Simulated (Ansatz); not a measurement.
# Abstraction of Cl: SiH3Cl + CH7Si2 → SiH3 + CH7ClSi2

Species: SiH3Cl (chlorosilane) `[SiH3]Cl`, singlet; CH7Si2 `[SiH2]C[SiH3]`, doublet; SiH3 (silyl radical) `[SiH3]`, doublet; CH7ClSi2 `[SiH3]C[SiH2]Cl`, singlet. A radical takes Cl: the energy is the difference in strength between two Si–Cl bonds in different surroundings.

Shapes, held fixed at every level: PBE0-D4/def2-TZVP. Flexible molecules stand in one conformer, not always the lowest. Programs: Ansatz 0.2.0. The zero-point and thermal change to 298 K, harmonic and unscaled (PBE0-D4/def2-TZVP), is -1.0 kJ/mol.

| level | kind | ΔH(298 K) (kJ/mol) | less CCSD(T)/CBS estimate |
| --- | --- | --- | --- |
| HF/def2-SVP | Hartree–Fock | -13.7 | +1.3 |
| SPW92/def2-TZVPP | LDA | -14.5 | +0.5 |
| r2SCAN-D4/def2-TZVPP | meta-GGA | -15.3 | -0.3 |
| wB97M-V/def2-TZVPP | range-separated hybrid | -16.0 | -1.0 |
| MP2/def2-SVP | perturbation theory | -16.3 | -1.3 |
| CCSD/def2-SVP | coupled cluster or CI | -15.4 | -0.4 |
| CCSD/def2-TZVPP | coupled cluster or CI | -15.3 | -0.3 |
| CCSD(T)/CBS estimate | coupled cluster or CI | -15.0 | 0.0 |

The highest level, CCSD(T)/CBS estimate, gives ΔH(298 K) = -15.0 kJ/mol; the levels span -16.3 to -13.7. The column of differences is taken from that level and isn't an error. No measured value is set beside it here. Open shells run unrestricted unless RO is named. The CBS estimate extrapolates MP2 from def2-TZVPP and def2-QZVPP and adds CCSD(T) − MP2 in the triple-zeta set, cores frozen.

Chlorine transfer to the carbon-substituted silyl radical is exothermic at every level, with -15.0 kJ/mol at the highest, so the Si–Cl bond formed is stronger than the one broken in chlorosilane. The cause probably lies mainly in the chlorides rather than the radicals. Carbon is more electronegative than hydrogen and leaves silicon more positive, which strengthens the ionic part of the bond to chlorine, while the polarizable CH2SiH3 group helps to stabilize that charge. Alkyl groups stabilize silyl radicals only weakly, because the unpaired electron sits in a pyramidal orbital with much s character and overlaps poorly with neighbouring bonds.

Since one Si–Cl bond replaces another and the radical centre stays on silicon, most of the error in describing the bond and the unpaired electron cancels. Even Hartree–Fock and LDA therefore come close to coupled cluster, but this agreement doesn't show that either would give a sound absolute Si–Cl bond energy. The reaction enthalpy also leaves open how fast chlorine is transferred, which depends on the barrier.
